### Question

The table compares levels of theory for the atomization energy of F₂ at one fixed bond length. A positive error means that a level binds the molecule more strongly than the coupled-cluster reference in the same small basis.

Errors in the atomization energy of F₂, computed with Ansatz 0.2.0 at wavefunction and density-functional levels in the 6-31G* basis, at the MP2(full)/6-31G* bond length of 1.42 Å. The reference is RCCSDTQ, and correlated wavefunction levels keep the 1s cores frozen. The valence space of CASSCF, NEVPT2 and MRCISD holds 14 electrons in 8 orbitals.

```tsv
level	this level less the reference (RCCSDTQ, same basis) (kJ/mol)
RHF	-293.48
UHF	-266.01
RMP2	14.84
CISD	-72.19
RCCSD	-22.00
RCCSD(T)	-3.51
BCCD(T)	-3.73
RCCSDT	-3.67
CISDTQ	-3.75
RCCSDT(Q)	0.44
CASSCF valence	-66.20
NEVPT2 valence	21.26
MRCISD valence	-32.43
MRCISD+Q valence	-9.75
PBE	102.11
r2SCAN	36.12
PBE0	17.68
B3LYP	32.24
BHLYP	-67.68
CAM-B3LYP	32.34
wB97M-V	33.74
B2PLYP	13.25
RPA-PBE	-41.95
```

A global hybrid functional replaces a share $a$ of its semilocal exchange by exact exchange. The share is 0 in PBE, 0.20 in B3LYP, 0.25 in PBE0 and 0.50 in BHLYP.

(a) Draw a straight line through PBE and PBE0, and test it on B3LYP and BHLYP.

(b) Why does exact exchange weaken this bond?

(c) r2SCAN has no exact exchange, B2PLYP has a share of 0.53, and RPA-PBE has full exact exchange. How far does each lie from the line, and why?

### Model answer

(a) If the electron density hardly changes with $a$, the energy of atoms and molecule alike is linear in $a$, and so is the error $\Delta$ of their difference:

$$\Delta(a)=\Delta(0)+s\,a .$$

PBE and PBE0 fix the slope, $s=(17.68-102.11)/0.25\approx-338$ kJ/mol. For BHLYP the line gives $102.11-0.50\times338\approx-67$ kJ/mol, and the table has $-68$. B3LYP falls about 2 kJ/mol below the line. Neither of these two rows was used to draw it.

(b) Each electron is surrounded by an exchange hole, a region in which electrons of its own spin are depleted. For the bonding pair of F₂, exact exchange spreads this hole over both atoms, wherever the electron happens to be. Nothing then keeps the two electrons of the pair from sitting on the same atom, where they repel strongly. In the real molecule, one electron tends to be on the left when the other is on the right.

This left-right correlation mixes in configurations with electrons in the antibonding σ* orbital. It is strong here: a configuration-interaction calculation with up to quadruple excitations (CISDTQ) puts about 0.12 electrons into σ*. Hartree–Fock theory (RHF), which has exact exchange and no correlation, even places the molecule about 150 kJ/mol above its atoms.

Semilocal exchange sees only the density near the electron, so its hole stays close by. By this standard argument it imitates left-right correlation without computing it, and the overbinding of PBE suggests that the imitation is too strong there. Exact exchange removes the imitation, while semilocal correlation puts little in its place. A free atom has no second centre over which the hole could spread, so the effect doesn't cancel when the atoms are subtracted.

Stretched H₂ shows the same thing in its simplest form. There the exact-exchange hole remains half on each proton, although the second electron should be on the other atom. The analogy covers only the bonding pair: F₂ also has lone pairs that repel each other, and here it is near its equilibrium length.

(c) r2SCAN lies 66 kJ/mol below PBE, so a smaller error doesn't require exact exchange. This functional also uses the kinetic-energy density, which helps it to tell a bond from other regions of similar density. That is a plausible cause, but the table doesn't separate it from other changes in the functional.

B2PLYP lies 90 kJ/mol above the line, probably mainly because it brings in correlation of another kind. It takes 27 percent of its correlation from second-order perturbation theory, which includes excitations into σ*. In the table, full second-order correlation (RMP2) adds 308 kJ/mol to the binding of RHF, and 27 percent of this is about 83 kJ/mol. The functional correlation that it replaces can be judged from the gap between RHF and the line carried on to full exact exchange. Allowing for it lowers the estimate to roughly 70, still most of the break. B2PLYP uses its own orbitals rather than those of RHF, so this is only a guide to the size.

RPA-PBE shows the largest break, 194 kJ/mol above the line carried on to full exact exchange. That is far beyond the range in which the line was tested, so only the rough size counts. Its correlation, computed from the response of the whole molecule, restores much of the lost binding, though the bond remains too weak by 42 kJ/mol.

### Remarks on the reasoning

The close fit of BHLYP shouldn't be taken for precision. B3LYP and BHLYP use different semilocal exchange and correlation from PBE, so part of the agreement may be luck. The restricted Hartree–Fock solution is also unstable here: UHF, which breaks spin symmetry, binds the molecule 27 kJ/mol more strongly than RHF. At high exact exchange a functional could gain binding in the same way, and the data don't show which kind of solution the BHLYP row holds. B3LYP and BHLYP alone give nearly the same slope as PBE and PBE0, but that slope carries the same doubt.

CAM-B3LYP and wB97M-V fit the explanation in (b) less well. Their share of exact exchange grows with the distance between electrons, from 0.19 to 0.65 and from 0.15 to 1. If the hole's spread over both atoms were the whole story, the large long-range share should weaken the bond markedly, yet they overbind by 32 and 34 kJ/mol. The line comes closer at their short-range shares, where it gives 38 and 51 kJ/mol. The distance at which exact exchange acts therefore seems to matter, but these functionals differ in other parts too, and the table doesn't separate the causes.

The line crosses zero near $a=0.30$, but this is no recommended share. A larger basis is expected to change the correlated reference and the functionals by different amounts, so the crossing would probably shift.

It is tempting to say that RMP2 overbinds because it finds too much correlation in the molecule. Compared with coupled cluster with single and double excitations (RCCSD), it finds less: its energy is 18 kJ/mol higher in F₂, but 55 kJ/mol higher in the two atoms. Binding is a difference, and here the larger shortfall is in the atoms.

F₂ is used to clean deposition chambers in chip making. An overbinding functional makes the release of fluorine atoms look too costly there.

The output below gives the line and the departures from it.

The analysis program printed:

```
number of levels that overbind: 10
PBE overbinding in percent of the reference atomization energy: 71.11
RHF atomization energy, kJ/mol: -149.9
UHF binding less RHF binding, kJ/mol: 27.47
change of error per 10 points of exact exchange, PBE to PBE0, kJ/mol: -33.77
the same from B3LYP to BHLYP, kJ/mol: -33.31
B3LYP error less PBE-PBE0 line, kJ/mol: -2.326
BHLYP error less PBE-PBE0 line, kJ/mol: -0.93
r2SCAN error less line at no exact exchange, kJ/mol: -65.99
line at the 53 percent exchange of B2PLYP, kJ/mol: -76.88
B2PLYP error less line, kJ/mol: 90.13
binding from second-order correlation, RMP2 less RHF, kJ/mol: 308.3
rough 27 percent second-order share in B2PLYP, kJ/mol: 83.25
rough same share less the functional correlation it replaces, kJ/mol: 67.62
line at full exact exchange, kJ/mol: -235.6
RPA-PBE error less line at full exact exchange, kJ/mol: 193.7
line at short-range share of CAM-B3LYP (19 percent), kJ/mol: 37.94
line at long-range share of CAM-B3LYP (65 percent), kJ/mol: -117.4
line at short-range share of wB97M-V (15 percent), kJ/mol: 51.45
RMP2 binding less RCCSD binding, kJ/mol: 36.84
RMP2 energy above RCCSD in the molecule, kJ/mol: 17.82
RMP2 energy above RCCSD in the two atoms together, kJ/mol: 54.66
NEVPT2 binding less CASSCF binding, kJ/mol: 87.46
```
